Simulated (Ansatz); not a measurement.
## Abstraction of H: SnH4 + C3H5O → SnH3 + C3H6O

Species: SnH4 `[SnH4]`, singlet; C3H5O `[CH2]OC=C`, doublet; SnH3 `[SnH3]`, doublet; C3H6O (methoxyethene) `C=COC`, singlet. A radical takes H: the energy is the difference in strength between the Sn–H bond broken and the C–H bond made.

Shapes, held fixed at every level: PBE0-D4/def2-TZVP. Flexible molecules stand in one conformer, not always the lowest. Programs: Ansatz 0.2.0. The zero-point and thermal change to 298 K, harmonic and unscaled (PBE0-D4/def2-TZVP), is +15.9 kJ/mol.

```csv
level,kind,ΔH(298 K) (kJ/mol),less CCSD(T)/def2-TZVPP
HF/def2-SVP,Hartree–Fock,-79.9,+12.0
HF/def2-TZVPP,Hartree–Fock,-75.6,+16.3
SPW92/def2-TZVPP,LDA,-94.5,-2.6
BHLYP-D4/def2-TZVPP,global hybrid,-86.3,+5.6
CCSD(T)/def2-SVP,coupled cluster or CI,-97.9,-6.0
CCSD/def2-TZVPP,coupled cluster or CI,-90.8,+1.1
CCSD(T)/def2-TZVPP,coupled cluster or CI,-91.9,0.0
```

The highest level, CCSD(T)/def2-TZVPP, gives ΔH(298 K) = -91.9 kJ/mol; the levels span -97.9 to -75.6. The column of differences is taken from that level and isn't an error. No measured value is set beside it here. Open shells run unrestricted unless RO is named. For atoms past krypton def2 sets carry core potentials with scalar relativity. Correlated rows may include outer-core shells of Sn, which these sets cover unevenly.

Hydrogen transfer from stannane to the carbon radical is clearly exothermic at every level, so the C–H bond made is stronger than the Sn–H bond broken. The cause lies mainly in orbital size: the diffuse 5s and 5p functions of tin overlap less well with hydrogen 1s than the compact valence orbitals of carbon do. The driving force would be larger still for a simple alkyl radical, because here the neighbouring oxygen stabilises the radical centre by lone-pair donation and so weakens the C–H bond being formed.

Hartree–Fock gives the least exothermic values, probably because it misses more correlation in the compact C–H bond than in the Sn–H bond. In the larger basis, the triples move the result only from -90.8 to -91.9 kJ/mol, whereas enlarging the basis moves CCSD(T) from -97.9 to -91.9 kJ/mol. The remaining uncertainty therefore probably lies more in the basis than in higher excitations. The favourable enthalpy doesn't establish a fast reaction, since no barrier was computed.
